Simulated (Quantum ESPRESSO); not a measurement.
# Work function, top-layer force and surface energy of unrelaxed Ir(110) films of 3 to 8 layers in PBE and LDA

We calculate the work function, the force on the top atom and the excess energy of Ir(110) films from 3 to 8 layers thick, in PBE and in LDA, with the atoms held at bulk places. The work function is measured from the Fermi level to the vacuum outside the film. A negative force pulls the top atom inwards, and half the excess energy is the surface energy per cell of one face. The question is how these quantities change as layers are added. It matters to anyone who takes a surface property from a thin slab, because a value read at one thickness carries an error that the next layer may reverse. We also test whether the change with thickness depends on the functional.

## How the numbers were made

Quantum ESPRESSO 7.5 (pw.x), driven by a script. Symmetric 1×1 slabs of Ir(110) (fcc) at the tabulated measured lattice constant, atoms at bulk places, 7.5 Å of empty space on each side as the script builds them, with open boundaries by the effective screening medium. Mesh 8×12×1 for all thicknesses, Marzari-Vanderbilt smearing of 0.02 Ry, spin-paired, no spin-orbit coupling. PBE, GBRV ultrasoft: cutoffs 40 and 200 Ry; LDA, GBRV ultrasoft: cutoffs 40 and 200 Ry. The excess energy is the slab's energy less the number of layers times the slope of a straight line through the thicker slabs; it is twice the surface energy per cell.

Notes on method and selection:

- Confinement between the two faces quantises the states along the normal, so values can oscillate with thickness.
- The measured lattice constant is no functional's own, which adds to the force.
- Measured work functions of the rebuilt (100) and (110) faces of Au, Pt and Ir, of Ta(111), and of polycrystals are not set beside the runs.
- Runs in which the search for lower states was switched off are not listed.
- Runs that did not converge, have known faults or may not be shown are not listed, and runs on Ansatz's PAW sets soft_1 and soft_2 are kept to separate tables.

Columns:

- layers: number of atomic layers.
- Φ (eV): work function: vacuum level outside the slab less the Fermi level.
- force (eV/Å): force on the top atom along the outward normal; negative pulls it inwards.
- excess energy (meV): excess energy of the slab, both faces, per 1×1 cell.

## Computed values

| member | layers | Φ (eV), PBE, GBRV ultrasoft | Φ (eV), LDA, GBRV ultrasoft | force (eV/Å), PBE, GBRV ultrasoft | force (eV/Å), LDA, GBRV ultrasoft | excess energy (meV), PBE, GBRV ultrasoft | excess energy (meV), LDA, GBRV ultrasoft |
| --- | --- | --- | --- | --- | --- | --- | --- |
| 3 layers | 3 | 5.119 | 5.482 | −1.700 | −2.604 | 3995 | 5088 |
| 4 layers | 4 | 4.952 | 5.315 | −0.997 | −1.917 | 4255 | 5345 |
| 5 layers | 5 | 4.967 | 5.346 | −1.473 | −2.389 | 4189 | 5279 |
| 6 layers | 6 | 5.070 | 5.442 | −1.249 | −2.157 | 4145 | 5234 |
| 7 layers | 7 | 5.028 | 5.393 | −1.100 | −2.016 | 4214 | 5302 |
| 8 layers | 8 | 4.995 | 5.369 | −1.177 | −2.087 | 4243 | 5333 |

## The trend and its physics

None of the three quantities moves steadily with thickness. In PBE the work function falls from 5.119 eV at 3 layers to 4.952 eV at 4, climbs to 5.070 eV at 6 and is 4.995 eV at 8. The inward force is strongest at 3 layers and weakest at 4. The excess energy is lowest at 3 layers and highest at 4. LDA repeats each rise and fall at a shifted level.

Confinement between the two faces is the likely main cause. Each added layer changes which standing waves along the normal lie below the Fermi level. The fixed in-plane mesh may add an error of its own, which both functionals would share.

The simplest model that uses this likeness rests on three assumptions.

First, both functionals use the same atomic positions and have nearly the same bands at the Fermi level, so the thickness-dependent part q(N) is common to them. Each quantity X is then X(N) = X₀ + q(N), where only X₀ depends on the functional.

Second, the functional changes the strength and preferred length of a bond equally in every film. Making the two faces cuts six nearest-neighbour bonds per cell at each thickness in the table, so the excess energy shifts by a constant. LDA binds more strongly, which makes this shift positive.

Third, the top atom has the same neighbours below it in every film: four in the second layer, whose bonds have a normal component of 1/2, and one straight below in the third. If LDA adds a tension t to each bond, the force changes by −(4 × 1/2 + 1) × t = −3t. LDA prefers shorter bonds than PBE, so at the same lattice constant t is positive and the extra pull is inwards.

Subtracting the two functionals removes q(N) and leaves

X(LDA, N) = X(PBE, N) + c,

with one constant c for each of the three quantities. The model carries a thickness pattern from one functional to the other; it does not predict the pattern itself.

## The model against the table

We fix the constants on the films of 3 and 4 layers.

For the work function, 5.482 − 5.119 = 0.363 and 5.315 − 4.952 = 0.363, so c = 0.363 eV. The LDA values then follow from PBE:

- 5 layers: 4.967 + 0.363 = 5.330 eV; table 5.346
- 6 layers: 5.070 + 0.363 = 5.433 eV; table 5.442
- 7 layers: 5.028 + 0.363 = 5.391 eV; table 5.393
- 8 layers: 4.995 + 0.363 = 5.358 eV; table 5.369

For the force, −2.604 + 1.700 = −0.904 and −1.917 + 0.997 = −0.920. Their mean is c = (−0.904 − 0.920) / 2 = −0.912 eV/Å. If bond tension supplies the whole shift, t = 0.912 / 3 = 0.304 eV/Å.

- 5 layers: −1.473 − 0.912 = −2.385 eV/Å; table −2.389
- 6 layers: −1.249 − 0.912 = −2.161 eV/Å; table −2.157
- 7 layers: −1.100 − 0.912 = −2.012 eV/Å; table −2.016
- 8 layers: −1.177 − 0.912 = −2.089 eV/Å; table −2.087

For the excess energy, 5088 − 3995 = 1093 and 5345 − 4255 = 1090. Their mean is c = (1093 + 1090) / 2 = 1091.5 meV.

- 5 layers: 4189 + 1091.5 = 5280.5 meV; table 5279
- 6 layers: 4145 + 1091.5 = 5236.5 meV; table 5234
- 7 layers: 4214 + 1091.5 = 5305.5 meV; table 5302
- 8 layers: 4243 + 1091.5 = 5334.5 meV; table 5333

The mean misses are about 0.01 eV, 0.004 eV/Å and 2 meV. The same four LDA values scatter about their own means by 0.03 eV, 0.11 eV/Å and 30 meV, so the constant shift does clearly better than a mean.

## Where the trend breaks

The shift between functionals has no marked exception. Its largest miss in the work function, +0.016 eV at 5 layers, is too small to be given a physical cause.

What fails is the idea of independent bonds, if it is stretched to cover thickness as well. Bond counting alone would give every film the same force and excess energy. In PBE the 3-layer film instead has a force 0.523 eV/Å further inwards than the 8-layer film, and an excess energy 248 meV lower. Its middle layer borders both faces, so the two surfaces are not separate.

The excess energies also depend on the straight line used to define them. The listed values are consistent with a slope fitted to the total energies of the films of 4 to 8 layers. Dropping the 4-layer film would raise the slope of the PBE line by (3 × (4243 − 4189) + (4214 − 4145)) / 10 = 23.1 meV per layer and lower the 8-layer excess by 8 × 23.1 = 185 meV. The 3-layer film would still lie below the 8-layer one, by 248 − 5 × 23.1 = 132.5 meV.

## Rules of thumb and their limits

From 3 to 8 layers, the thickness pattern is nearly the same in PBE and LDA, so the shift between them can be taken from one or two thin films. The surface values themselves need several thicknesses, since even between 7 and 8 layers the PBE work function changes by 0.033 eV.

For the force, the largest omitted effect is relaxation. Letting the atoms move would bring the force to zero, a change at 8 layers of +1.177 eV/Å in PBE and +2.087 eV/Å in LDA, against a spread with thickness of about 0.7 eV/Å in either. It would also lower the excess energy. The real clean face rebuilds as well, so these numbers describe an ideal bulk-cut surface.
